## Drift-limited exponents for charged hydrogen species

Under negative gate bias the oxide field points from the silicon toward the gate. A positive ion released at the Si/SiO$_2$ interface is therefore pulled away from the dangling bond it leaves behind. When this drift limits the removal of hydrogen, the interface-trap density grows as $t^{1/2}$ for H$^+$ and as $t^{1/3}$ for H$_2^+$. A single oxide cell next to the interface shows both laws in closed form.

### Conventions and interface condition

The interface lies at $x=0$ and the gate at $x=L$. $F>0$ is the uniform oxide field, $N$ the areal trap density, $N_0$ the initial density of Si–H bonds and $C(x,t)$ the volume density of the mobile ion, which carries $m$ hydrogen atoms ($m=1$ for H$^+$, $m=2$ for H$_2^+$). The ion has diffusivity $D$, mobility $\mu=qD/k_BT$ (Einstein relation) and drift velocity $v=\mu F$. These define one length and one time,

$$\lambda=\frac{D}{v}=\frac{k_BT}{qF},\qquad \tau=\frac{\lambda}{v}=\frac{D}{(\mu F)^2}=\frac{(k_BT/qF)^2}{D}. \tag{1}$$

Bond breaking and repassivation obey $\dot N=k_F(N_0-N)-k_RNH$, where $H$ is the density of monatomic hydrogen at the interface and $k_F$ contains the supply of holes. For $N\ll N_0$, and once both rates far exceed their difference, $H=K/N$ with $K=k_FN_0/k_R$. For protons $C(0,t)=H$. For H$_2^+$, a hypothetical carrier formed by a fast equilibrium of two H atoms and a hole, mass action gives $C(0,t)=\kappa H^2$, where $\kappa$ is a volume, and the atoms are assumed not to travel. In both cases

$$C(0,t)=K_m/N^m,\qquad K_1=K,\quad K_2=\kappa K^2. \tag{2}$$

### The one-cell model

Replace the oxide by one cell of width $\lambda$ with ion density $C=K_m/N^m$. Drift empties the cell at flux $vC$, and nothing returns. Every trap has released one hydrogen atom, which is either in the cell or has left it:

$$N(t)=m\Big[\lambda C(t)+v\int_0^tC\,dt'\Big]. \tag{3}$$

At $t=0$ the cell equilibrates with the interface, so $N(0)=N_*$ with $N_*^{m+1}=m\lambda K_m$. Set $y=N/N_*$ and $\theta=t/\tau$. The derivative of (3) becomes $y'=y^{-m}+(y^{-m})'$, which separates as $(y^m+m/y)\,dy=d\theta$. With $u=y^{m+1}$ and $u(0)=1$,

$$u-1+m\ln u=(m+1)\theta,\qquad u=m\,W\!\Big(\tfrac1m\,e^{[1+(m+1)\theta]/m}\Big), \tag{4}$$

where $W$ is the principal branch of the Lambert function. The local exponent is

$$n=\frac{d\ln N}{d\ln t}=\frac{\theta}{u+m}. \tag{5}$$

For $\theta\gg1$, $u\to(m+1)\theta$ and $n\to1/(m+1)$. Restoring units, $N^{m+1}=m(m+1)K_mvt$, that is

$$N_d=(2K\mu Ft)^{1/2}\ \ (\mathrm{H^+}),\qquad N_d=(6\kappa K^2\mu Ft)^{1/3}\ \ (\mathrm{H_2^+}). \tag{6}$$

These are the solutions of $\dot N=mvK_m/N^m$ that start from zero, which is (3) without the storage term. The approach to (6) is as follows.

| $\theta$ | $u$, H$^+$ | $N/N_d$ | $n$ | $u$, H$_2^+$ | $N/N_d$ | $n$ |
|---|---|---|---|---|---|---|
| 10 | 18.10 | 0.951 | 0.523 | 24.59 | 0.936 | 0.376 |
| 100 | 195.7 | 0.989 | 0.508 | 289.7 | 0.988 | 0.343 |
| 1000 | 1993 | 0.998 | 0.501 | 2985 | 0.998 | 0.335 |

The exponent reaches its limit from above. The logarithm in (4) holds $N$ below $N_d$, and the deficit closes roughly as $\ln\theta/\theta$.

### Comparison with the continuous oxide

In a half-space $\partial_tC=D\,\partial_x^2C-v\,\partial_xC$, with $C=0$ and $N=0$ at $t=0$. The Laplace transform that decays into the oxide is $\hat C(0,s)e^{\beta x}$ with $\beta=[v-\sqrt{v^2+4Ds}]/2D$. The flux $vC-D\,\partial_xC$ at $x=0$ equals $\dot N/m$, so exactly

$$s\hat N=mY(s)\,\hat C(0,s),\qquad Y(s)=\tfrac12\big[v+\sqrt{v^2+4Ds}\big]. \tag{7}$$

*Long times.* For $s\tau\ll1$, $Y=v[1+s\tau-(s\tau)^2+\dots]$. The first two terms reproduce (3), which is why the cell has width $\lambda$. The third adds $-c''$ to $y'=c+c'$, with $c=y^{-m}$. Relative to the leading term its size is $m(2m+1)/[(m+1)\theta]^2$, which at $\theta=10$ is 0.0075 for H$^+$ and 0.011 for H$_2^+$. The continuum thus shares the linear and the logarithmic term of (4). It differs by an additive constant $\delta$ in $u$, set by the history at $t\lesssim\tau$ and of order one because the scaled problem has no parameter but $m$. The relative change of $N$ is $\delta/[(m+1)^2\theta]$, or 2.5 % for $\delta=1$, $m=1$, $\theta=10$. The first row of the table describes the cell exactly and the continuum only to this level.

*Short times.* For $s\tau\gg1$, $Y\to\sqrt{Ds}$ and $\hat N=m\sqrt{D/s}\,\hat C$. A boundary density $C\propto t^p$ has the transform $\Gamma(p+1)/s^{p+1}$, so $N=mC(0,t)\sqrt{Dt}\;\Gamma(p+1)/\Gamma(p+\tfrac32)$. Consistency with (2) requires $N\propto t^{1/[2(m+1)]}$ and $p=-m/[2(m+1)]$. Since $Dt/\lambda^2=\theta$,

$$u=g_m\sqrt\theta,\qquad g_1=\frac{\Gamma(3/4)}{\Gamma(5/4)}=1.352,\qquad g_2=\frac{\Gamma(2/3)}{\Gamma(7/6)}=1.460. \tag{8}$$

These are the diffusion exponents $1/4$ and $1/6$, half the drift values. One cell cannot show them, since it starts at $u=1$.

*Crossover.* The asymptotes $g_m\sqrt\theta$ and $(m+1)\theta$ meet at $\theta_c=[g_m/(m+1)]^2$, which is 0.457 for H$^+$ and 0.237 for H$_2^+$. Drift overtakes diffusion after a time of order $\tau$, when $vt$ exceeds $\sqrt{Dt}$.

*Finite thickness.* With an absorbing gate the steady profile is $C\propto e^{L/\lambda}-e^{x/\lambda}$ and the flux is $vC(0)/(1-e^{-L/\lambda})$. With a blocking gate the ions gather within $\lambda$ of the gate, and their density at the silicon side is smaller by $e^{-L/\lambda}$. For $L\gg\lambda$ the laws (6) therefore survive the transit time $L/v$ and contain no $L$ at fixed $F$.

### Numbers for a field oxide at 150 °C

All of the following inputs are assumed: $T=423.15$ K, $L=500$ nm on p-type silicon, $qF=0.1$ eV/nm (1 MV/cm, a gate voltage near $-50$ V, which accumulates holes), relative permittivity 3.9, $N_0=0.05$ nm$^{-2}$, and proton hops of length $a=0.3$ nm with attempt frequency $\nu=10^{13}$ s$^{-1}$ over a barrier $E_a=0.8$ eV.

Then $k_BT=0.03646$ eV, $\lambda=0.365$ nm and $L/\lambda=1371$. With the zero-field rate $\nu e^{-E_a/k_BT}$ for each direction, $D=a^2\nu e^{-E_a/k_BT}=267$ nm$^2$/s and $\mu=7.3\times10^{3}$ nm$^2$/(V s). It follows that $v=732$ nm/s, $\tau=0.50$ ms, the crossover lies at $0.23$ ms and the transit takes $0.68$ s. Because $\lambda$ is close to $a$, the cell is about one hop wide. A field that tilts symmetric barriers gives $v=2(D/a)\sinh(a/2\lambda)$, a factor 1.028 above $D/\lambda$, which alters the prefactor in (6) and leaves the exponent alone.

The value $K=7\times10^{-14}$ nm$^{-5}$ is assumed, and was chosen so that a stress of $10^4$ s gives a typical trap density near $10^{11}$ cm$^{-2}$. The model then has $N_*=1.6\times10^{-7}$ nm$^{-2}$ and, at $10^4$ s, $\theta=2.0\times10^7$ and $N=1.0\times10^{-3}$ nm$^{-2}$. The cell solution (4) lies below $N_d$ by only $2\times10^{-7}$ in relative terms. On the time scale of a stress test a freely drifting proton has no visible diffusion stage.

### Limits

*Reaction rate.* For $m=1$, keeping $\dot N=k_FN_0-k_RNH$ with $H=\dot N/v$ gives $N+k_RN^2/2v=k_FN_0t$. Growth is linear until $k_RN$ exceeds $v$, so (6) requires $N\gg v/k_R$ as well as $t\gg\tau$.

*Depletion of bonds.* With $K\to K(1-\xi)$, $\xi=N/N_0$, the proton law integrates to $-\xi-\ln(1-\xi)=\xi_d^2/2$, where $\xi_d=N_d/N_0$, so $\xi\approx\xi_d(1-\xi_d/3)$. At $10^4$ s, $\xi_d=0.020$ and $N$ drops by 0.7 %.

*Charge.* The hole sheet density is about $\varepsilon F/q=0.022$ nm$^{-2}$. At $10^4$ s, $C(0)=6.9\times10^{-11}$ nm$^{-3}$, and the ions in transit, $C(0)L=3.5\times10^{-8}$ nm$^{-2}$, do not disturb the field. Positively charged traps displace holes at fixed oxide field. If all traps are charged and $k_F$ is proportional to the hole density, the same integral applies with $\xi_d=0.047$ and lowers $N$ by 1.6 %.

*The exponent itself.* Over two decades of time $N$ grows by a factor 10 for $n=1/2$ and 4.6 for $n=1/3$. These are the model's values. Typical exponents for trap generation at Si/SiO$_2$ under negative bias lie near 0.15 to 0.25, factors of 2.0 to 3.2 over the same interval, so the proton law is too steep by a factor of two to three in $n$ and the H$_2^+$ law is also too steep. A single mobility is the weak assumption. If trapping in the amorphous oxide makes the ion front advance as $t^\alpha$ with $\alpha<1$, the balance $N\sim C(0)\,t^\alpha$ with (2) gives $n=\alpha/(m+1)$ while the front is inside the oxide, and (6) is the limit $\alpha=1$.